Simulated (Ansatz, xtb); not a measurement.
Ligand exchange: C3H5F + GeH3(SH) → C3H6S + GeH3F

Gas-phase species: C3H5F (allyl fluoride) `C=CCF`, singlet; GeH3(SH), singlet; C3H6S `C=CCS`, singlet; GeH3F (fluorogermane) `[F][GeH3]`, singlet. The partners trade F for SH: C–F and Ge–SH bonds give way to C–SH and Ge–F.

Shapes, held fixed at every level: PBE0-D4/def2-TZVP. Flexible molecules stand in one conformer, not always the lowest. Programs: Ansatz 0.2.0, xtb 6.7.1, xtb 6.7.1 later snapshot. Electronic energies: no zero-point or thermal term.

```csv
level,kind,ΔE (kJ/mol),less CCSD(T)/def2-TZVPP,CPU time (sum over the molecules)
GFN2-xTB,semi-empirical,-38.5,+3.1,0.12 s
HF/def2-TZVPP,Hartree–Fock,-36.4,+5.2,–
r2SCAN-D4/def2-TZVPP,meta-GGA,-38.1,+3.5,23 s
B3LYP-D4/def2-TZVPP,global hybrid,-39.2,+2.4,19 s
PBE0-D4/def2-TZVPP,global hybrid,-34.9,+6.7,14 s
wB97M-V/def2-TZVPP,range-separated hybrid,-39.4,+2.2,53 s
wB97X-V/def2-TZVPP,range-separated hybrid,-39.6,+2.0,36 s
B2PLYP/def2-TZVPP,double hybrid,-42.0,-0.4,25 s
CCSD(T)/def2-TZVPP,coupled cluster or CI,-41.6,0.0,–
```

The highest level, CCSD(T)/def2-TZVPP, gives ΔE = -41.6 kJ/mol; the levels span -42.0 to -34.9. The column of differences is taken from that level and isn't an error. No measured value is set beside it here. Relativity is left out for Ge. Outer-core shells of Ge are correlated, in sets that cover them unevenly. Times are processor times on shared x86 and Arm servers, and rough.

Every level puts fluorine on germanium and the thiol group on carbon, with CCSD(T) giving -41.6 kJ/mol. The preference follows from bond polarity. Germanium is more electropositive than carbon, so the Ge–F bond is strongly polar and gains more from charge separation than the C–F bond does. Sulfur is much less electronegative than fluorine, so it gains less from being bound to germanium and gives up less by moving to carbon. The exchange energy reflects this difference between the two ligands, not the strength of the Ge–F bond alone.

Hartree–Fock already recovers most of the exothermicity, which suggests that the driving force is largely electrostatic and that much of the correlation energy cancels, probably helped by the number of single bonds being conserved. Correlation still favours the products modestly. PBE0-D4 is the least exothermic, below even Hartree–Fock, so adding a density-functional treatment of correlation doesn't guarantee a move towards the coupled-cluster value. The closeness of GFN2-xTB probably owes something to error cancellation. The reaction energy says nothing about the barrier to exchange.
